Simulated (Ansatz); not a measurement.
# Work function and dipole per adsorbate against coverage for Li, La and Y on Rh(111), PBE slabs

An electropositive adsorbate lowers the work function of a metal, and each further atom lowers it by less, until a dense layer raises it again. We test this rule on lithium, lanthanum and yttrium on Rh(111), with a photocathode coating in mind.

The brief, in limits of our own choosing, has three parts. The coated face must emit under blue light of 450 nm. It may carry no more than 5 adsorbates per nm². If the coating thins from 1/4 to 1/9 ML, the work function may rise by no more than 0.8 eV.

The calculated quantities are the work function $\Phi$ of the covered face, its change $\Delta\Phi$ from the clean face, and the dipole per adsorbate. The only measured reference is the work function of clean Rh(111).

## Systems and settings

Ansatz 0.2.0, plane-wave Kohn-Sham DFT with its default PAW datasets at a cutoff of 420 eV, PBE. Slabs of 4 layers at the tabulated measured lattice constant with the lower two layers held; adsorbates on the upper face in cells of 1 to 9 surface atoms, started on the site named and relaxed with the upper layers until forces are under 0.02 eV/Å. k-spacing 0.23 Å⁻¹ (2π included), Fermi-Dirac smearing of 0.1 eV, 18 Å of vacuum, dipole correction. Spin-paired, no spin-orbit coupling.

Notes on method and selection:

- One starting site was run; real layers may sit elsewhere, sink into the surface or rebuild it.
- Changes under about 0.15 eV are within the error of slabs this thin.
- Runs in which an atom moved over 1.3 Å, mostly full layers of large atoms, are not listed; the work function can turn there.
- Neighbouring dipoles tend to depolarise each other as the coverage rises, unless heights or bonding change.
- Runs in which the search for lower states was switched off are not listed.
- Work functions and vacuum levels are read from the electrostatic potential (Hartree and local ionic parts), which a warning of a rough exchange-correlation potential in thin density does not concern.
- Error sizes named in these notes are rules of thumb and were not measured on these runs.
- The default PAW datasets of this version of Ansatz are the set soft_2.
- Runs that did not converge, have known faults or may not be shown are not listed, and runs on Ansatz's PAW sets soft_1 and soft_2 are kept to separate tables.

Columns:

- density (nm⁻²): adsorbates per area.
- height (Å): height of the adsorbed atom (the lowest atom of a molecule) over the highest substrate atom.
- coverage (ML): adsorbates per surface atom.
- ΔΦ (eV): work function of the covered face less that of the clean face.
- dipole (D): dipole per adsorbate from ΔΦ by the Helmholtz relation, positive end outwards.
- Φ covered (eV): work function of the covered face.

## Numbers

| member | system | density (nm⁻²) | height (Å) | coverage (ML) | ΔΦ (eV) | dipole (D) | Φ covered (eV) |
| --- | --- | --- | --- | --- | --- | --- | --- |
| clean | Li on Rh(111), fcc | 0.00 | – | 0.000 | 0.00 | – | 5.17 |
| 0.1111 ML | Li on Rh(111), fcc | 1.78 | 2.11 | 0.111 | −1.63 | 2.43 | 3.54 |
| 0.25 ML | Li on Rh(111), fcc | 4.00 | 2.00 | 0.250 | −2.83 | 1.88 | 2.34 |
| 0.5 ML | Li on Rh(111), fcc | 8.00 | 1.94 | 0.500 | −2.83 | 0.94 | 2.34 |
| 1 ML | Li on Rh(111), fcc | 15.99 | 2.05 | 1.000 | −1.50 | 0.25 | 3.67 |
| clean | La on Rh(111), fcc | 0.00 | – | 0.000 | 0.00 | – | 5.17 |
| 0.1111 ML | La on Rh(111), fcc | 1.78 | 2.11 | 0.111 | −2.47 | 3.69 | 2.69 |
| 0.25 ML | La on Rh(111), fcc | 4.00 | 2.03 | 0.250 | −2.94 | 1.95 | 2.23 |
| clean | Y on Rh(111), fcc | 0.00 | – | 0.000 | 0.00 | – | 5.17 |
| 0.1111 ML | Y on Rh(111), fcc | 1.78 | 2.06 | 0.111 | −2.35 | 3.51 | 2.82 |
| 0.25 ML | Y on Rh(111), fcc | 4.00 | 1.88 | 0.250 | −2.93 | 1.95 | 2.23 |

## Mechanism

All three adsorbates lower the work function steeply at first. From the clean face to 1/9 ML the slope is −1.63 / 1.78 = −0.92 eV nm² for Li, −2.47 / 1.78 = −1.39 eV nm² for La and −2.35 / 1.78 = −1.32 eV nm² for Y. From 1/9 to 1/4 ML the density rises by 4.00 − 1.78 = 2.22 nm⁻², and the slope weakens to (2.34 − 3.54) / 2.22 = −0.54, (2.23 − 2.69) / 2.22 = −0.21 and (2.23 − 2.82) / 2.22 = −0.27 eV nm².

The accepted explanation is electrostatic. The adsorbate gives electron density to the metal, which leaves a dipole with its positive end outwards, and the field of the neighbouring dipoles pulls part of that charge back. The Helmholtz relation, with $\Delta\Phi$ in eV, $n$ in nm⁻² and $\mu$ in debye, is

$$\Delta\Phi = -0.377\,n\,\mu .$$

The listed dipoles are derived from $\Delta\Phi$ by this relation, so they restate the change per atom and do not explain it independently. For Li, $\Phi$ is the same at 1/4 and 1/2 ML, which means that $\mu$ halves while $n$ doubles. At 1 ML, $n$ has doubled again but $\mu$ is down to 0.25 / 0.94 = 0.27 of its value, and $\Phi$ is 3.67 − 2.34 = 1.33 eV higher. Height is not the main cause: it changes by less than a tenth within each series, while the Li dipole falls about tenfold.

Dipoles of fixed polarisability would make $1/\mu$ linear in $n^{3/2}$. For Li the slope between rows, taken from the listed densities and dipoles, is roughly 0.021 D⁻¹ nm³ from 1/9 to 1/4 ML, but roughly 0.062 D⁻¹ nm³ from 1/4 to 1 ML. The dense layer therefore loses its dipole faster than this simple picture allows. A likely reason is that neighbouring Li atoms bond into a metallic film, which keeps its electrons.

## Members off the line

The full lithium layer departs from the fall seen at lower coverage, with $\Phi$ back at 3.67 eV. The rise of 1.33 eV is far above the error of about 0.15 eV expected from slabs this thin, so we trust its direction for this structure. The layer is held at the rhodium spacing, which is tighter than that of lithium metal, and a real film may adopt another arrangement.

The lithium row at 1/9 ML is less certain than the others, because its run ended with a warning that its published levels were not confirmed. Its value does fall in the expected order between the clean face and 1/4 ML.

At 1/9 ML, La sits no higher than Li although it is the larger atom. The height is counted from the highest rhodium atom, so buckling of the surface may hide part of the difference, and the column should not be read as a bond length.

The La and Y series stop at 1/4 ML. Runs with large atomic movements were left out, mostly full layers of large atoms, so the absence of a rise in these two series says nothing about their dense layers.

## Against measurement

| member | quantity | measured | computed, Li on Rh(111), fcc | computed − measured | conditions | source |
| --- | --- | --- | --- | --- | --- | --- |
| clean | Φ covered (eV) | 5.46 | 5.17 | −0.29 | compiled values differ between sources by a tenth of an eV or more; compiled experimental value; Rh(111) single-crystal face | [1] |

Sources:

[1] "Anisotropic work function of elemental crystals" (2019, arXiv:1902.07811)

For clean Rh(111) the calculated work function is 5.17 eV against a compiled 5.46 eV, a difference of −0.29 eV or about 5 %. PBE often gives work functions of transition metals a few tenths of an eV too low, which agrees in sign and size. The thin slab may contribute about 0.15 eV in either direction.

The measured value has its own uncertainty, since compilations differ by a tenth of an eV or more. Steps and patches on a real crystal usually lower the measured work function, so they would not explain a measured value above the calculated one. Residual oxygen on the surface would raise it. With a single compiled value, we treat the 0.29 eV as a size of error and do not use it to correct the other rows.

The covered faces are not compared with experiment here, so the trend with coverage has no measured check. Part of the clean-face error should cancel in $\Delta\Phi$, but the absolute work functions used for the selection do not benefit from that.

## Choosing a member

The threshold wavelength for photoemission follows from

$$\lambda = \frac{hc}{\Phi}, \qquad hc = 1240\ \text{eV nm}.$$

Light of 450 nm carries 1240 / 450 = 2.76 eV, so $\Phi$ must lie below that.

The clean face (5.17 eV), Li at 1/9 ML (3.54 eV), Li at 1 ML (3.67 eV) and Y at 1/9 ML (2.82 eV) fail. Li at 1/2 ML passes on work function but carries 8.00 adsorbates per nm², above the limit of 5. La at 1/9 ML passes as calculated, at 2.69 eV.

We carry the 0.29 eV difference between calculation and measurement on the clean face as a possible upward shift. La at 1/9 ML then reaches 2.69 + 0.29 = 2.98 eV and drops out. The quarter layers remain:

- La and Y: 2.23 + 0.29 = 2.52 eV, which moves the threshold from 1240 / 2.23 = 556 nm to 1240 / 2.52 = 492 nm.
- Li: 2.34 + 0.29 = 2.63 eV, which moves it from 1240 / 2.34 = 530 nm to 1240 / 2.63 = 471 nm.

Thinning to 1/9 ML decides between them. The work function rises by 3.54 − 2.34 = 1.20 eV for Li, 2.82 − 2.23 = 0.59 eV for Y and 2.69 − 2.23 = 0.46 eV for La. Lithium exceeds the limit of 0.8 eV; the other two meet it.

We pick La at 1/4 ML, with Y at 1/4 ML as runner-up. Their rises differ by only 0.13 eV, which is within the slab error, so supply or ease of deposition may fairly reverse the order. Once thinned to 1/9 ML, Y narrowly fails the 450 nm test as calculated, and La passes only without the upward shift.

Lithium would return to the contest if its less certain 1/9 ML value were too high by 1.20 − 0.8 = 0.40 eV or more. The choice of La or Y would also fall if the atoms left the fcc site for one with a much smaller dipole. Only that starting site was run, and the symmetry of these cells allows no sideways force that would move the atom off it.

## Summary

Up to 1/4 ML, all three adsorbates lower the work function with diminishing effect per atom. The later rise is shown for lithium only, at 1 ML. At 1/4 ML the choice of element hardly matters: the three work functions lie within 0.11 eV.

Two omitted effects can exceed that small spread. La and Y bind strongly to rhodium and may sink into the surface, which would be expected to shrink the outward dipole and raise $\Phi$ by some tenths of an eV or more. Oxygen from residual gas can shift $\Phi$ by a similar amount, upwards if it sits on top of the layer and downwards if it lies beneath the metal atoms.
